Shrink all three edges of a box by 4 % and it loses roughly three times 4 % of its volume. Shrink only two edges, let the third stretch in response, and part of the loss is made good. In anatase it is the greater part: the two losses come to 11.5 % and 1.7 %. If volume ruled the band gap, the second kind of squeeze should hardly move it. In fact it opens the gap three times as far as the first.

Anatase TiO2 (6-atom cell, unstrained a = 3.778 Å, c = 9.583 Å) under strain, computed with Ansatz 0.2.0 using plane-wave PAW and r2SCAN without spin polarisation, with a 500 eV cutoff and a 10×10×10 k mesh. Strain is the change per length from the relaxed cell, atoms are relaxed at each strain, and gap changes are relative to the unstrained crystal.

```
 strain kind  strain (%)  band gap (eV)  band gap change (eV)  least direct gap change (eV)
epitaxial xy          -4          2.965                 0.438                         0.376
epitaxial xy          -3          2.881                 0.354                         0.264
epitaxial xy          -2          2.755                 0.228                         0.161
epitaxial xy          -1          2.636                 0.109                         0.072
epitaxial xy           1          2.432                -0.095                        -0.056
epitaxial xy           2          2.349                -0.178                        -0.108
epitaxial xy           3          2.279                -0.248                        -0.155
epitaxial xy           4          2.220                -0.308                        -0.194
 hydrostatic          -4          2.673                 0.145                         0.273
 hydrostatic          -3          2.639                 0.111                         0.213
 hydrostatic          -2          2.602                 0.075                         0.147
 hydrostatic          -1          2.566                 0.039                         0.075
 hydrostatic           1          2.490                -0.037                        -0.078
 hydrostatic           2          2.452                -0.076                        -0.157
 hydrostatic           3          2.414                -0.113                        -0.237
 hydrostatic           4          2.375                -0.152                        -0.317
```

The rows called epitaxial xy describe a film held to a substrate: the two equal in-plane edges, a, are fixed, and the long edge, c, finds its own length. In the rows called hydrostatic all edges change by the same percentage. That isn't the same as equal pressure from all sides, because the crystal is softer along c, so the gap change divided by the pressure change is not a true pressure coefficient. The calculation also keeps the anatase structure by symmetry, whereas the real crystal would change its structure before reaching the strongest equal compression. The band gap change is counted from the unstrained crystal.

The two halves of the table can be read in pairs. At the same in-plane strain both rows have the same a, and they differ only in c and in the atomic positions that relax with it. In every pair the crystal with the longer c has the larger gap. Equal compression opens the gap although its shorter c works against it, so a shorter a must open it, and by more. The gap thus answers to shape more than to volume.

This settles why the two series differ so much. When all edges shrink together, the shorter a opens the gap and the shorter c takes part of the gain back. When a film is squeezed in its plane, c grows, and the two effects add. Under tension all signs turn round, and again the film's gap changes more.

The size of each effect follows from one pair of rows, if the two are taken to add and to be proportional to strain. With strains in per cent, A for the effect of a and C for that of c, this reads

gap change = A × (in-plane strain) + C × (strain along c)

At −1 % the film's c grows by about 1.5 %, which gives

epitaxial: 0.109 eV = −1.0 A + 1.5 C
equal strain: 0.039 eV = −1.0 A − 1.0 C

Subtracting the second line from the first leaves 0.070 eV = 2.5 C. Hence C is about 0.028 eV and A about −0.067 eV for each per cent.

These two rows are reproduced by construction; the others show how far the rule carries. For equal strain of +4 % it gives 4 × (−0.067 + 0.028) = −0.156 eV, close to the calculated −0.152 eV. For a film stretched by 4 %, where c shrinks by 4.7 %, it gives about −0.40 eV, while the table has −0.308 eV. The rule thus overshoots by nearly a third of the calculated change.

What makes the rule overshoot also helps to explain why the film's gap closes in ever smaller steps under tension. The comparison of pairs, printed in full after this text, shows the effect of c weakening steadily as a is stretched. Besides, c gives way less: it shrinks by 4.7 % at +4 % but grows by 6.6 % at −4 %. Both make the curve flatter on the stretched side.

One possible reason for the effect of a is electrostatic, though these rows do not test it. The filled states at the gap are mainly oxygen 2p, the empty ones mainly titanium 3d. An electron on titanium is repelled by the oxide ions around it, and one on oxygen is attracted by the titanium ions, so shorter bonds push the two sets of levels apart. Stronger mixing between them may add to the separation, while the broadening of both bands is expected to work against it. Four of the six Ti–O bonds at each titanium lie close to the plane, which makes a the edge that matters most in this picture.

The same argument fails for c. Longer bonds along c should bring the levels together and close the gap, but the gap opens. One possible reason is that a longer c reduces the overlap between oxygen atoms, which narrows the oxygen band and lowers its top. This is a guess: the energies of the two band edges share a zero that itself moves with strain, so they don't tell which edge is responsible.

The least direct gap, between a filled and an empty state at the same crystal momentum, warns against treating the effect of c as common to all states. For it, a longer c helps under strong in-plane compression but hurts under tension. That is why, at +4 %, it falls less in the film (0.194 eV) than under equal strain (0.317 eV), the reverse of the order for the band gap. It was read only on a grid of momenta, where the film's minimum moves to a neighbouring point from +2 % on, so the true minimum may lie slightly lower.

One row breaks the pattern. As the film is compressed, each step opens the gap more than the one before, up to 0.126 eV between −2 % and −3 %; the last step brings only 0.084 eV. The empty edge keeps its even pace there, while the filled edge suddenly rises more than twice as fast as in the step before. A shift of their shared zero would move both edges alike, so it can't be the cause. Its highest state has moved to a different momentum, about half as far from the zone centre.

The oxygen band has several maxima, and strain moves them at different rates. The gap is counted from whichever is highest. Once a faster-rising maximum overtakes the old one, it sets the gap and eats into the gain. The direct gap, bounded by other states, shows no such bend. The changeover falls somewhere between −3 % and −4 %; the spacing of the rows doesn't place it more closely.

A change of maximum need not leave a visible mark. Under equal strain of +4 % the highest filled state also moves to a new momentum, yet the gap keeps falling by almost the same amount for each per cent. The new maximum seems to have only just drawn level with the old one. A bend shows only when the newcomer moves at a clearly different rate and has had room to pull ahead.

A neighbouring series, with a held fixed and only c pulled, would show the second effect alone: the gap should open on stretching and close on shortening, by some 0.02 to 0.03 eV for each per cent. A film whose c could not respond would lose the help of that edge, and at −1 % its gap would open by about 0.07 eV instead of 0.109 eV. Whoever computes a strained film should therefore relax c at every in-plane strain; left at its unstrained length, it would hide a good part of the shift. The shifts are safer to use than the gaps themselves, which this functional makes too small for anatase.

The analysis program printed:

```
c strain at epitaxial -4 % (%): 6.645
c strain at epitaxial +4 % (%): -4.703
volume change at epitaxial -4 % (%): -1.716
volume change at equal strain -4 % (%): -11.53
gap change at -4 %, epitaxial over equal strain (ratio): 3.021
effect of c on the gap at fixed a, in-plane strain -4 -3 -2 -1 1 2 3 4 % (eV per unit c strain): 2.752, 3.084, 2.962, 2.767, 2.431, 2.203, 2.006, 1.793
effect of c on the direct gap at fixed a, same order (eV per unit c strain): 0.9676, 0.6472, 0.2711, -0.1186, -0.9221, -1.058, -1.219, -1.413
estimated part of a alone at in-plane strain -1 % (eV): 0.06667
estimated part of c at equal strain -1 % (eV): -0.02767
estimated part of c at epitaxial -1 % (eV): 0.04233
gap step, epitaxial -2 to -3 % (eV): 0.126
gap step, epitaxial -3 to -4 % (eV): 0.084
direct gap step, epitaxial -2 to -3 % (eV): 0.103
direct gap step, epitaxial -3 to -4 % (eV): 0.112
valence edge step, epitaxial -2 to -3 % (eV): 0.0314
valence edge step, epitaxial -3 to -4 % (eV): 0.0766
conduction edge step, epitaxial -2 to -3 % (eV): 0.1575
conduction edge step, epitaxial -3 to -4 % (eV): 0.1606
smallest gap change per % of equal strain (eV): 0.03625
largest gap change per % of equal strain (eV): 0.039
```
